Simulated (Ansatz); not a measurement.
# MgS: the change of pressure with volume scale

Results calculated with Ansatz 0.2.0, not measured. Periodic Kohn-Sham DFT of a crystal at fixed atoms, scaled to volume_scale times the given cell; pressure positive in compression, energy less spherical unpolarised free atoms, largest_vzz the field gradient of largest size among the nuclei.

The cell before it is scaled or strained (space group Fm-3m, No. 225):
```
MgS
1.0
      0.0000     2.6017     2.6017
      2.6017     0.0000     2.6017
      2.6017     2.6017     0.0000
Mg S
1 1
Direct
  0.00000 0.00000 0.00000
  0.50000 0.50000 0.50000
```

Settings of every row: method frozen-core PAW; functional PBEsol; relativity scalar; k mesh 10x10x10; filling fermi-dirac; smearing width 0.03 eV; wave cutoff 420 eV; paw set soft_2.

Atom start moment: 0 on all atoms.

Limits: PAW files made with PBE.

```
row  volume scale  V (Å³/atom)  pressure (GPa)
  1          0.94       16.554           4.282
  2          0.96       16.904            2.36
  3          0.98       17.258           0.627
  4          0.99       17.434          -0.176
  5             1       17.609          -0.938
  6          1.01       17.787          -1.661
  7          1.02       17.963          -2.349
  8          1.04       18.315               ?
  9          1.06       18.665          -4.774
```

Question: what pressure should row 8 give?

Worked fit of pressure. Take u = (V_r/V)^(2/3) − 1 with V_r = 17.522 Å³ an atom, which is twice the finite (Eulerian) strain; such expansions in the strain, on which the Birch-Murnaghan equation of state is built, carry the rest volume and the bulk modulus. The shown rows have u = 0.03861, 0.02423, 0.01017, 0.00336, -0.0033, -0.00996, -0.01643, -0.04125. Least squares give pressure = −0.5613 + 114.014 × u + 290.7 × u² GPa; a straight line predicts inner rows, each left out in turn, worse (root mean square 0.14 against 0.0086 GPa). The rows lie off it by 0.008, -0.012, -0.001, -0.001, -0.004, 0.007, 0.007, -0.004 (root mean square 0.0065 GPa). The pressure vanishes at u = 0.0049, or V = 17.39 Å³ an atom, and there the bulk modulus at fixed shape and fractions is B = −V dP/dV = (2/3)(1 + u) dP/du = 78.3 GPa. The withheld row has u = -0.02908, so the fit gives −0.5613 + 114.014 × (-0.02908) + 290.7 × (-0.02908)² = -3.631 GPa.

The calculation gave -3.623 GPa. The fit lies 0.008 GPa (0.088 % of the column's range) below it; its largest miss of a shown row is 0.012 GPa.
